**Forecasting the α-sensitivity of Pd⁺, In⁺ and Te⁺**

The quantity $q=d\varepsilon/dx$, with $x=(\alpha/\alpha_0)^2-1$, tells how far a level $\varepsilon$ moves if the fine-structure constant $\alpha$ departs from its real value $\alpha_0$; negative $q$ means that the level deepens as relativity grows. The table gives Dirac–Hartree–Fock values for singly charged ions of nuclear charge $Z$, averaged over the configuration and without correlation.

B-spline radial code 1, Dirac-Coulomb Hartree-Fock for spherical singly charged ions at the basis-set limit, averaged over the nl configuration, with a Fermi nucleus (skin thickness 2.3 fm) and no Breit or QED terms. The shifts q = dε/dx (dE/dx for the total energy), with x = (α/α0)² − 1, are taken between runs with the speed of light scaled by 0.98 and 1.02.

```csv
species,Z,electrons,configuration,ε(3d5/2) (eV),ε(4s1/2) (eV),q(3d5/2) (eV),q(4s1/2) (eV),q(total energy) (eV)
Ti+,22,21,[Ar] 3d2 4s1,-18.0084,-12.7845,0.2211,-0.08689,-122.6
Mn+,25,24,[Ar] 3d5 4s1,-22.9682,-14.4821,0.3271,-0.1545,-212.9
Ge+,32,31,[Ar] 3d10 4s2 4p1,-52.3868,-23.3870,1.235,-0.4370,-618.9
Br+,35,34,[Ar] 3d10 4s2 4p4,-96.5994,-37.5478,2.249,-0.8835,-916.1
Sr+,38,37,[Kr] 5s1,-157.331,-59.0125,3.675,-1.578,-1316
Mo+,42,41,[Kr] 4d5,-255.248,-86.4364,5.044,-4.045,-2047
Pd+,46,45,[Kr] 4d9,?,?,?,?,?
In+,49,48,[Kr] 4d10 5s2,?,?,?,?,?
Te+,52,51,[Kr] 4d10 5s2 5p3,?,?,?,?,?
Ba+,56,55,[Xe] 6s1,-813.926,-284.517,19.46,-21.25,-7476
Pr+,59,58,[Xe] 4f3 6s1,-962.310,-331.302,21.37,-30.90,-9500
Sm+,62,61,[Xe] 4f6 6s1,-1116.56,-377.981,24.43,-41.71,-11950
Dy+,66,65,[Xe] 4f10 6s1,-1334.67,-443.540,29.23,-59.80,-16010
Tm+,69,68,[Xe] 4f13 6s1,-1508.30,-496.217,33.30,-76.87,-19770
Hf+,72,71,[Xe] 4f14 5d1 6s2,-1712.72,-574.188,41.03,-95.17,-24270
Re+,75,74,[Xe] 4f14 5d5 6s1,-1936.82,-665.222,48.38,-119.9,-29630
Au+,79,78,[Xe] 4f14 5d10,-2259.80,-801.274,59.48,-162.4,-38360
Pb+,82,81,[Xe] 4f14 5d10 6s2 6p1,-2537.57,-932.528,73.36,-198.3,-46360
```

**(a) Explain the sign and growth of q(total energy) and forecast it for the three open rows.**

*Solution.* The total energy is stationary in the orbitals, so their response drops out of the first derivative. For $H=c\,\boldsymbol\alpha\cdot\mathbf p+c^2(\beta-1)+V$, with Dirac matrices $\boldsymbol\alpha,\beta$, the Hellmann–Feynman theorem gives $c\,dE/dc=\langle c\,\boldsymbol\alpha\cdot\mathbf p\rangle+2c^2\langle\beta-1\rangle$. For a point nucleus the virial theorem sets $\langle c\,\boldsymbol\alpha\cdot\mathbf p\rangle=-\langle V\rangle$, hence $E=c^2\langle\beta-1\rangle$ and $c\,dE/dc=T+E$, with $T=E-\langle V\rangle$ the kinetic energy. Since $dx=-2\,dc/c$,
$$q_{\rm total}=-\tfrac12(T+E).$$
The Ti⁺ run has $T=861.6134$ and $E=-852.6053$ hartree, so $q=-4.504$ hartree $=-122.6$ eV, the table's value. This is an identity, not a test of the physics. In Pb⁺ the table exceeds it by 0.35 % in magnitude, the sign argued for a finite nucleus, inside which $r\,dV/dr$ falls below $|V|$; a small part arises because the tabulated $q$ is the secant between two scaled runs that are not symmetric in $x$.

The fastest electrons dominate. Two bare 1s Dirac electrons give $-\tfrac14Z^4\alpha^2\,[1+(Z\alpha)^2+\dots]$ hartree, an effective power $Z^{4.30}$ over the known rows against $Z^{4.50}$ for the table. The ratio of the table to this pair creeps up from 1.407 (Ti⁺) to 1.838 (Pb⁺) as the L and M shells feel relatively less screening. It is 1.646 at Mo⁺ and 1.751 at Ba⁺ and barely notices the configuration, so interpolation is safe. A parabola in $\ln Z$ through the ratios of Sr⁺, Mo⁺ and Ba⁺ gives the forecasts $-3068\pm5$, $-4074\pm8$ and $-5329\pm9$ eV for Pd⁺, In⁺ and Te⁺.

These are local slopes, not the whole relativistic shift: the one-sided slopes of Pb⁺ already differ by 1.9 %. The omitted Breit energy, positive and of order $\alpha^2$, would offset about 6 % of $|q|$ in Ti⁺ and 1.5 % in Pb⁺. The omitted self-energy is positive too and of like size: 0.1899138 against a Gaunt energy of 0.2889309 hartree in Ti⁺, 20.97307 against 27.69478 hartree in Pb⁺.

**(b) Explain the opposite signs of q(4s1/2) and q(3d5/2) and the uneven steps of the latter, then forecast both.**

*Solution.* An s electron of any shell visits the nucleus, moves fast there and is stabilised directly, so q(4s1/2) is negative. A d electron is held off by the centrifugal barrier, so its direct stabilisation is small against its binding energy, though not small in eV. Two effects outweigh it and push 3d5/2 up. It is the upper spin–orbit partner, two fifths of the splitting above the 3d centre; the orbital lists of the same calculation, rescaled to the real $c$ for Pr⁺ and Hf⁺, put this rise at 21 % of $q$ in Br⁺, 39 % in Pr⁺ and 55 % in Hf⁺. The remainder is, by the standard argument, screening by contracted s and p shells less the direct stabilisation.

An eigenvalue is not stationary, so it records the response of the outer shells. A shell at radius $r$ outside the core adds a nearly constant potential $1/r$ per electron. If it contracts as $\alpha$ grows (valence s) it lifts every core level; if it expands (valence d, f) it lowers them. Several steps fit this: q(3d5/2) gains 0.34 eV per unit of $Z$ from Sr⁺ to Mo⁺, where 5s is lost, against 0.48 just before, and 4.63 from Au⁺ to Pb⁺, where 6s² arrives, against 2.77 just before. The step from Re⁺ to Au⁺, where 6s is lost, shows no such dip, so the general growth with $Z$ can mask the effect. That step may also hold a jump of convention, since 5d closes there over the closed 3d and 4d shells, and closed shells of the same $l$ can be mixed without changing the energy. The step to Pb⁺ is free of this: 3d, 4d and 5d are closed in both ions, and mixing closed s shells leaves the 3d level as it is. Among the known rows the summed $\langle r^2\rangle$ of all electrons grows with $\alpha$ only in Mo⁺ and Au⁺, the two without valence s. The problem therefore splits in two.

A uniform shift cancels in differences. $D=q(3d_{5/2})-q(4s_{1/2})$ and the gap $\varepsilon(4s_{1/2})-\varepsilon(3d_{5/2})$ should follow $Z$ alone, and $\ln D$ and the square root of the gap are interpolated by parabolas through Sr⁺, Mo⁺ and Ba⁺. The same recipe, tried blind on Mo⁺, misses $D$ by about 3 %, which sets that bar.

The configuration enters through $q(3d_{5/2})/(Z\alpha)^2$, written as a quadratic in $u=(Z-56)/10$ plus terms linear in the numbers of s, d and f electrons beyond krypton, and fitted to the twelve known rows from Br⁺ on. Ti⁺, Mn⁺ and Ge⁺, whose 3d is valence or shallow, are left out and are missed by 29 to 79 % of their values. The counts cut the leave-one-out error from 11.3 to 2.1 eV, but six constants on twelve rows trade against each other and have no separate meaning. For In⁺, not part of the fit, $u=-0.7$ with two s and ten d electrons:
$$99.3-27.3+2.0+2(4.53)+10(0.16)=84.7\ \text{eV},\qquad (49\alpha)^2=0.1279,$$
so least squares gives $10.8\pm0.3$ eV. The forecasts in eV for Pd⁺, In⁺, Te⁺, made from the known rows alone, are:

- $D$: $14.78\pm0.47$, $20.59\pm0.65$, $27.97\pm0.88$
- gap: $255.17\pm4.48$, $329.33\pm5.78$, $410.74\pm7.21$
- q(3d5/2): $7.42\pm0.23$, $10.82\pm0.27$, $13.68\pm0.30$
- q(4s1/2) $=q(3d_{5/2})-D$: $-7.37\pm0.52$, $-9.76\pm0.70$, $-14.29\pm0.93$

In words: signs are unchanged and all columns monotonic. Against a straight log–log chord from Mo⁺ to Ba⁺, Pd⁺ (no 5s) lies below in both $q$ columns, while In⁺ and Te⁺ lie near it in q(3d5/2). That column rises faster per $Z$ from Pd⁺ to In⁺ than from Mo⁺ to Pd⁺. $|\varepsilon(3d_{5/2})|$ falls a few per cent short of the Moseley chord, linear in $\sqrt{|\varepsilon|}$. The total is the best hit, single-orbital $q$ the worst.

**(c) Compare with the computed rows and account for hits and misses.**

The withheld rows as computed:

```csv
species,Z,electrons,configuration,ε(3d5/2) (eV),ε(4s1/2) (eV),q(3d5/2) (eV),q(4s1/2) (eV),q(total energy) (eV)
Pd+,46,45,[Kr] 4d9,-368.767,-116.485,7.244,-7.264,-3068
In+,49,48,[Kr] 4d10 5s2,-476.003,-151.866,10.25,-9.849,-4073
Te+,52,51,[Kr] 4d10 5s2 5p3,-608.474,-202.627,13.69,-13.83,-5329
```

*Solution.* Fourteen of the fifteen values fall within one error bar of their forecast; q(3d5/2) of In⁺ does not. The fitted total agrees within 1 eV, about the last printed figure, whereas the plain chord is off by 0.5 to 0.6 %.

Signs and order hold. Pd⁺ lies below the chord twice, 7.244 against 7.73 eV and $-7.264$ against $-6.84$ eV, so about half an eV is taken from both levels together, as the uniform-shift argument demands. The rise of q(3d5/2) per unit of $Z$ goes from 0.55 to 1.00 eV when 5s² arrives, and $|\varepsilon(3d_{5/2})|$ is 2 to 4 % short of its chord.

The least-squares value for In⁺ misses: 10.82 against 10.25 eV, 5.6 % of the computed value and 2.2 bars, where the configuration-blind chord is within 1.4 %. The bar was too narrow for this row: no fitted row has two s and ten d electrons without f, so In⁺ is an extrapolation in the counts that a leave-one-out error does not cover. That alone does not explain the miss, since Te⁺ has the same counts and was met within 0.1 %. A possible cause is that 5s² over a full 4d shell lifts the core less than a constant set largely by 6s rows, but this should hold for Te⁺ too, unless its three 5p electrons, which the model does not count, make up the difference. These rows do not decide it. The 3d eigenvalue can also jump by convention where 4d closes over the closed 3d shell, as between Pd⁺ and In⁺, but such a jump would show in $D$ and the gap, and both pass In⁺ without a step, so a large one is unlikely.

The ranking held only in part. The total was best, but q(3d5/2) of Te⁺ was met within 0.1 %, while fitted $D$ came out 1.6 to 2.4 % high in all three rows, each time worse than the chord, and the gap 1.15 to 1.60 % high. The one-sided miss comes mostly from the curvature that Sr⁺ brings into the parabolas: straight lines through Mo⁺ and Ba⁺ alone miss $D$ by 0.5 to 1.0 % (in $\ln D$ against $\ln Z$) and the gap by at most 0.4 % (in its square root against $Z$). Whether Sr⁺ bends the curves through its empty 4d shell or its shallower levels is not shown. For q(4s1/2) of In⁺ the fit's errors in q(3d5/2) and $D$ cancel, so its 0.9 % is luck.

Opposite signs add in $D$, yet from Pd⁺ on the gap is, relative to its size, more sensitive than the 4s1/2 level alone only in Ba⁺, and there barely (0.077 against 0.075): $D$ over the gap stays between 0.053 and 0.059 up to Pd⁺, reaches 0.068 at Te⁺ and 0.169 at Pb⁺. For a neighbouring ion, interpolate the total through the 1s pair, allow a few per cent on differences of core levels, and where a valence s shell fills or empties allow a tenth or more on a single level: the worst misses here were 5 to 7 %, but a log–log chord from Sr⁺ to Pd⁺ misses q(4s1/2) of Mo⁺ by more than a tenth.

Printed output of the fit:

```
rounding floor of q: 4 figures, at most 0.05 %
exponents in Z: q_tot 4.50 (bare 1s2 4.30); Z>=35: q3d 3.92 q4s 6.29 D 5.15
ion  q_tot/q(1s2)  D eV  gap eV  D/gap  q3d/(Za)^2 eV  q4s/(e4s (Za)^2)  q3d fit err % (* not fitted)
Ti+  1.407    0.308     5.22 0.0590     8.6 0.264   +60.6 *
Mn+  1.454    0.482     8.49 0.0568     9.8 0.321   +78.5 *
Ge+  1.541    1.672    29.00 0.0577    22.6 0.343   +28.9 *
Br+  1.576    3.133    59.05 0.0530    34.5 0.361    +2.7
Sr+  1.609    5.253    98.32 0.0534    47.8 0.348    -1.9
Mo+  1.646    9.089   168.81 0.0538    53.7 0.498    -0.4
Ba+  1.751   40.710   529.41 0.0769   116.5 0.447    -1.8
Pr+  1.767   52.270   631.01 0.0828   115.3 0.503    +1.6
Sm+  1.781   66.140   738.58 0.0896   119.3 0.539    +1.0
Dy+  1.796   89.030   891.13 0.0999   126.0 0.581    +0.2
Tm+  1.806  110.170  1012.08 0.1089   131.3 0.611    +0.0
Hf+  1.816  136.200  1138.53 0.1196   148.6 0.600    -0.3
Re+  1.824  168.280  1271.60 0.1323   161.5 0.602    -0.8
Au+  1.832  221.880  1458.53 0.1521   179.0 0.610    -0.1
Pb+  1.838  271.660  1605.04 0.1693   204.9 0.594    +0.3
count model eV: quad 99.3 39.0 4.06; per s 4.53, d 0.16, f -3.12
leave-one-out rms of q3d/(Za)^2: counts 2.08 eV, count-free quadratic 11.30 eV
blind rms miss on Mo+: q_tot 0.16 %, D 3.15 %, gap 1.76 %
-(T+E)/2 eV, table/it-1 %: Ti+ -122.6 +0.03; Mo+ -2045.5 +0.07; Ba+ -7465.9 +0.14; Pb+ -46200.3 +0.35
spin-orbit rise eV, % of q3d: Br+ 0.46 21; Pr+ 8.34 39; Hf+ 22.46 55
Pb+ one-sided slopes -46790 -45907 eV (1.9 %); Breit/|q_tot|: Ti+ (Gaunt) 6.4 %, Pb+ 1.5 %
WITHHELD (eV): prediction +- bar | computed | miss, %, in bars | log chord Mo+-Ba+ and its miss %
q_tot Pd+   -3068.33 +-  5.05 | -3068.000 | -0.33 +0.01% 0.1 | -3083.26 +0.5%
q_tot In+   -4073.60 +-  7.60 | -4073.000 | -0.60 +0.01% 0.1 | -4097.83 +0.6%
q_tot Te+   -5329.12 +-  8.61 | -5329.000 | -0.12 +0.00% 0.0 | -5354.93 +0.5%
D     Pd+      14.78 +-  0.47 |    14.508 | +0.28 +1.90% 0.6 | 14.60 +0.7%
D     In+      20.59 +-  0.65 |    20.099 | +0.49 +2.42% 0.8 | 20.30 +1.0%
D     Te+      27.97 +-  0.88 |    27.520 | +0.45 +1.63% 0.5 | 27.67 +0.5%
gap   Pd+     255.17 +-  4.48 |   252.282 | +2.89 +1.15% 0.6 | 242.31 -4.0%
gap   In+     329.33 +-  5.78 |   324.137 | +5.19 +1.60% 0.9 | 311.45 -3.9%
gap   Te+     410.74 +-  7.21 |   405.847 | +4.90 +1.21% 0.7 | 394.38 -2.8%
q3d   Pd+       7.42 +-  0.23 |     7.244 | +0.17 +2.38% 0.7 | 7.73 +6.7%
q3d   In+      10.82 +-  0.27 |    10.250 | +0.57 +5.60% 2.2 | 10.40 +1.4%
q3d   Te+      13.68 +-  0.30 |    13.690 | -0.01 -0.07% 0.0 | 13.74 +0.4%
q4s   Pd+      -7.37 +-  0.52 |    -7.264 | -0.10 +1.41% 0.2 | -6.84 -5.9%
q4s   In+      -9.76 +-  0.70 |    -9.849 | +0.09 -0.88% 0.1 | -9.84 -0.1%
q4s   Te+     -14.29 +-  0.93 |   -13.830 | -0.46 +3.32% 0.5 | -13.86 +0.2%
|e3d| Moseley chord eV, computed/chord-1 %: Pd+ 382.7 -3.6; In+ 495.2 -3.9; Te+ 622.1 -2.2
dq3d/dZ eV, step ending at: Sr+ 0.48 Mo+ 0.34 Pd+ 0.55 In+ 1.00 Te+ 1.15 Ba+ 1.44 Pr+ 0.64 Sm+ 1.02 Dy+ 1.20 Tm+ 1.36 Hf+ 2.58 Re+ 2.45 Au+ 2.77 Pb+ 4.63
withheld D/gap, q_tot/q(1s2): Pd+ 0.0575 1.680; In+ 0.0620 1.703; Te+ 0.0678 1.724
```
